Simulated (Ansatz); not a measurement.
## A family of molecules: the dipole moment

One atom is swapped for its congeners: BH3(NH3); AlH3(NH3); GaH3(NH3); InH3(NH3). All are singlets with charge 0.

Shapes, held fixed at every level: PBE0-D4/def2-TZVP. Programs: Ansatz 0.2.0. Values in D.

| level | BH3(NH3) | AlH3(NH3) | InH3(NH3) |
| --- | --- | --- | --- |
| PBE-D4/def2-TZVPP | 5.37 | 5.42 | 4.76 |
| r2SCAN-D4/def2-TZVPP | 5.42 | 5.51 | 4.78 |
| B3LYP-D4/def2-TZVPP | 5.39 | 5.45 | 4.74 |
| wB97M-V/def2-TZVPP | 5.43 | 5.47 | 4.71 |

Estimate the column for GaH3(NH3) from its neighbours.

The mean of the neighbours at wB97M-V/def2-TZVPP is 5.09 D, against 5.04 from the run. All rows: PBE-D4/def2-TZVPP 5.05; r2SCAN-D4/def2-TZVPP 5.11; B3LYP-D4/def2-TZVPP 5.05; wB97M-V/def2-TZVPP 5.04 D. At wB97M-V/def2-TZVPP the dipole moment isn't monotonic: it is largest for Al and smallest for In (5.47 and 4.71 D). Every level shows the same order. The two largest values are nearly level. For atoms past krypton def2 sets carry core potentials with scalar relativity. Relativity is left out for Ga unless named.

The dipole moment changes little from boron to aluminium, then falls through gallium to indium, so the series doesn't follow a simple size trend. In these adducts the ammonia dipole, the polarisation caused by N→M donation and the M–H bond dipoles largely reinforce one another. Going from boron to aluminium, a longer dative bond and more hydridic hydrogens probably offset weaker donation and a flatter MH3 unit. Further down the group, weaker Lewis acidity reduces the donation, and a flatter MH3 unit lets more of the M–H bond dipoles cancel, which probably outweighs the greater charge separation distance.

Gallium lies slightly below the mean of its neighbours at every level. This fits the poor shielding by its filled 3d shell, which makes gallium more electronegative than aluminium and its Ga–H bonds less polar, but so small an offset doesn't establish that cause. Nor do the dipoles rank the dative bonds by strength, since a large moment can come from charge separation over a long, weak bond.
